A compressibility taken near zero pressure fails badly for zincblende gallium nitride well before 40 GPa. Extended as a straight line, it predicts that the crystal loses 23 % of its volume at that pressure, while the calculation gives 15 %. The predicted shrinkage is too large by more than half of the computed one. The crystal stiffens as it is squeezed, and a straight line has no room for that.

Zincblende GaN (2-atom cell, conventional a = 4.548 Å at zero pressure), relaxed under hydrostatic pressure at zero temperature with its symmetry kept. Ansatz 0.2.0, plane-wave PAW, scalar-relativistic, PBE functional, no spin polarisation, cutoff 420 eV, Gaussian smearing of 0.02 eV. Changes are relative to the cell relaxed at zero pressure.

| applied pressure (GPa) | k mesh | volume change (%) | enthalpy change (eV/atom) | a change (%) | energy change (meV/atom) |
| --- | --- | --- | --- | --- | --- |
| -2 | 10×10×10 | 1.22 | -0.148 | 0.40 | 0.9 |
| 2 | 10×10×10 | -1.15 | 0.146 | -0.38 | 0.8 |
| 5 | 10×10×10 | -2.71 | 0.362 | -0.91 | 4.9 |
| 10 | 10×10×10 | -5.08 | 0.715 | -1.72 | 17.9 |
| 20 | 10×10×10 | -9.01 | 1.397 | -3.10 | 60.8 |
| 40 | 12×12×12 | -15.03 | 2.686 | -5.28 | 190.9 |

The straight line is Hooke's law written for a solid under pressure. Near its lowest point, the energy of a crystal as a function of volume looks like a parabola. Pressure is the downhill slope of that curve, taken towards larger volume, and the slope of a parabola changes in proportion to the distance from its minimum. This gives

$$\frac{\Delta V}{V_0} = -\frac{P}{B},$$

where $V_0$ is the volume at zero pressure, $\Delta V$ the change from it, $P$ the pressure and $B$ the bulk modulus, the resistance to uniform compression.

The rows at −2 and 2 GPa fix the slope. Between them the volume change drops from 1.22 % to −1.15 %, which is 2.37 points, over a difference of 4.06 GPa in the pressures that the two runs actually reached. That makes 0.583 % per GPa, and multiplying by 40 GPa gives the 23 %. The two rows that define the line can't test it; the other four do, and it overshoots in each of them. The output printed below sets the line beside every row.

The failure can be recognised without knowing the right answer at high pressure. Taken literally, the line makes the crystal vanish at 171 GPa, so it has to bend somewhere. The table shows that it bends early: each further GPa removes 0.58 % of the original volume between −2 and 2 GPa, 0.52 % between 2 and 5 GPa, and only 0.30 % between 20 and 40 GPa. Anyone with three pressures instead of two can make this comparison, and a falling shrinkage per GPa is the warning sign.

Part of that fall is mere bookkeeping. A compressed crystal has less volume left to lose, so percentages of the original volume would shrink even if the material stayed equally stiff. Referring each step to the volume present at the time removes this effect. The bulk modulus found in that way still climbs from 172 GPa around zero pressure to 292 GPa between 20 and 40 GPa, so the material itself has become stiffer.

The energy tells the same story from another side. At zero temperature, the energy change is the work done in squeezing the crystal. In a linear solid the pressure builds up evenly as the volume falls, so the work is the area of a triangle: half the final pressure times the lost volume. In a solid that stiffens, most of the volume is lost while the pressure is still low, and the work is less than the triangle. At 40 GPa the triangle holds 221 meV per atom and the calculation gives 191.

This second sign needs large pressures to be legible. Energies shifted by up to about 1 meV per atom in the late steps of the relaxations, and at 10 GPa the gap between triangle and calculation is no bigger than that. At 20 GPa it is about 5 meV per atom and can be trusted. At 40 GPa it is far larger still, and the denser k mesh of that row should matter little in a crystal that keeps its band gap. The volumes reveal the bend much earlier than the energies do.

The reason for the stiffening starts with the structure. In zincblende every gallium atom sits at the centre of a regular tetrahedron of nitrogen atoms, and every nitrogen atom in one of gallium atoms. The cubic symmetry, which the calculation keeps, fixes all the angles. The crystal can't fold, tilt its building blocks or close up voids to make room. It can only shorten its Ga–N bonds, which go from 1.97 Å at zero pressure to 1.87 Å at 40 GPa, and every other distance shrinks in the same proportion.

A bond length is a compromise between two tendencies that change at very different rates. Shared electrons and the attraction between the positively charged gallium and the negatively charged nitrogen pull the atoms together, and this pull changes gently with distance. Against it stands a repulsion that rises steeply once filled electron shells begin to overlap. The Pauli principle keeps electrons of the same spin out of the same state, so electrons pressed into less space must take up more kinetic energy. That energy grows roughly as the inverse square of the available length, whereas electrostatic attraction grows only as the inverse of the distance.

At the equilibrium distance the two forces cancel, but their rates of change do not, and the difference between those rates is the stiffness. If the energy were a parabola in the bond length, this difference would stay constant. The bulk modulus would then be expected to rise only mildly, because pressure is force per area and the faces of the crystal shrink. In gallium nitride the difference itself should grow as the atoms are pushed together, because the repulsion steepens much faster than the attraction does, so each further push of the same size takes a larger increase in force. When the atoms are pulled apart, the difference shrinks and the crystal softens. The energy well is therefore steep on its inner side and shallow on its outer side, and the parabola behind Hooke's law describes only its very bottom. This account is standard theory of bonding: the runs give the total energy and show the well to be lopsided, but they don't divide it into attraction and repulsion.

The same picture tells how the error should grow. The first correction to a straight line increases with the square of the pressure, so at low pressure the relative error should increase in step with the pressure. Measured against the computed shrinkage, it nearly keeps doing so higher up: where the line predicts a shrinkage of 6 %, it overshoots by 16 %; where it predicts 12 %, it overshoots by 30 %. Further corrections are no longer negligible there, so this simple proportion is a finding for this crystal and not a law. What counts is thus the pressure compared with the bulk modulus, and a softer crystal with the same kind of bonding should leave the straight line at a lower pressure.

In practical work, the line is also read in reverse. Suppose that the shrinkage of a crystal is known and the pressure on it is to be inferred. The line reaches the volume of the 40 GPa row at only 26 GPa, so the real load would be underestimated by more than a third. For any crystal that stiffens in this way, a pressure worked out from a measured compression comes out too low if the modulus used is the one valid near zero pressure.

None of this is a fault of the density functional, which yields the curved response by itself. PBE does tend to make crystals of this kind slightly too large and too soft, so the true curve probably lies somewhat off the computed one; how far would take measured volumes to decide. The calculation does have a blind spot of its own, however, and it matters most at the high-pressure end. Each relaxation keeps the symmetry of the zincblende cell, so the crystal can't turn into another structure even where that would be favourable. Even without pressure, gallium nitride is known to be slightly more stable in the closely related wurtzite structure, and from very roughly 40 to 50 GPa upwards it favours the denser rocksalt structure. The last row therefore describes how zincblende would respond if it survived, and its smooth continuation of the trend is no evidence that it does.

The enthalpy change can't settle that question either. Enthalpy is the energy plus pressure times volume, and at 40 GPa the second part supplies 93 % of the listed change. The column compares zincblende under load with zincblende without load, whereas stability depends on comparing two structures under the same load. For the same reason, the negative value at −2 GPa doesn't mean that stretching makes the crystal more stable.

A rule for this crystal follows from the four rows that test the line. Work out the shrinkage that the low-pressure compressibility predicts, and multiply it by two and a half: the result is roughly the percentage by which that prediction is too large. A predicted shrinkage of 3 % is then wrong by less than a tenth of the computed value. For larger compressions, or where a tenth is too much, the modulus has to be allowed to rise with pressure.

Printed output of the fit:

```
Volume change per GPa near zero pressure (% per GPa): -0.5832
Pressure at which the straight line would reach zero volume (GPa): 171.5
Pressure at which the straight line reaches the volume computed at 40 GPa (GPa): 25.77
Stiffness between 20 and 40 GPa over stiffness around zero (ratio): 1.705
Share of the enthalpy change at 40 GPa that is pressure times volume (%): 92.89
Straight line against calculation:
  row  line volume change %  computed volume change %  line less computed in points  line overshoot %
   -2                 1.179                      1.22                      -0.04083            -3.347
    2                -1.191                     -1.15                      -0.04083             3.551
    5                -2.933                     -2.71                       -0.2233             8.241
   10                -5.872                     -5.08                       -0.7919             15.59
   20                -11.67                     -9.01                        -2.659             29.51
   40                -23.34                    -15.03                        -8.311              55.3
From the row above to this row:
  row  volume change % per GPa  bulk modulus GPa  Ga-N distance in this row A
   -2                      n/a               n/a                        1.978
    2                  -0.5832             171.5                        1.963
    5                  -0.5221             187.8                        1.952
   10                  -0.4703             204.3                        1.936
   20                  -0.3954             235.1                        1.909
   40                  -0.3008             292.4                        1.866
Stored energy in meV per atom:
  row  half pressure times volume loss  computed  difference  computed over triangle
   -2                           0.9053       0.9    0.005332                  0.9941
    2                           0.8618       0.8     0.06183                  0.9283
    5                            5.003       4.9      0.1027                  0.9795
   10                            18.77      17.9      0.8723                  0.9535
   20                            66.16      60.8       5.363                  0.9189
   40                            220.8     190.9       29.88                  0.8647
```
